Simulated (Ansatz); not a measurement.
## Strength of the C–C bond: C3H3F3 → CH2F + C2HF2

Species: C3H3F3 `F/C=C(/F)CF`, singlet; CH2F `[CH2]F`, doublet; C2HF2 `F/[C]=C\F`, doublet. 

Shapes, held fixed at every level: PBE0-D4/def2-TZVP. Flexible molecules stand in one conformer, not always the lowest. Programs: Ansatz 0.2.0. Electronic energies: no zero-point or thermal term.

| level | kind | ΔE (kJ/mol) | CPU time (sum over the molecules) |
| --- | --- | --- | --- |
| HF/def2-TZVPP | Hartree–Fock | +335.0 | – |
| PBE-D4/def2-TZVPP | GGA | +449.9 | 11 s |
| r2SCAN-D4/def2-TZVPP | meta-GGA | +431.4 | 20 s |
| B3LYP-D4/def2-TZVPP | global hybrid | +443.8 | 15 s |
| PBE0-D4/def2-TZVPP | global hybrid | +452.5 | 11 s |
| wB97M-V/def2-TZVPP | range-separated hybrid | +470.0 | 38 s |
| wB97X-V/def2-TZVPP | range-separated hybrid | +465.9 | 28 s |
| B2PLYP/def2-TZVPP | double hybrid | +449.5 | 19 s |

B2PLYP/def2-TZVPP gives ΔE = +449.5 kJ/mol; the levels span +335.0 to +470.0. The median of the levels is +449.7. Hartree–Fock misses the correlation of the pair that is broken and comes out low. No measured value is set beside it here. Spin contamination: C2HF2 (⟨S²⟩ up to 0.94). Open shells run unrestricted unless RO is named. Times are processor times on shared x86 and Arm servers, and rough.

Every density-functional level describes a strong C–C single bond, with dissociation energies from +431.4 to +470.0 kJ/mol. The strength fits a bond between an sp2 and an sp3 carbon: the greater s character on the alkenyl side gives a compact, low-lying hybrid and good σ overlap. Cleavage also leaves the difluorovinyl fragment with an unpaired electron that is largely σ in character and lies close to the plane of the double bond, so the π system can do little to delocalise it. In CH2F, donation from a fluorine lone pair into the half-filled carbon orbital offers some stabilisation, but fluorine's σ withdrawal works against it.

The share of exact exchange alone does not order the functionals. PBE and PBE0 nearly coincide, whereas r2SCAN lies lower and both range-separated hybrids lie higher, which probably reflects differences in how their exchange and correlation parts treat the broken pair. Without the corresponding cleavage of propene, the effect of fluorination on the bond strength cannot be isolated.
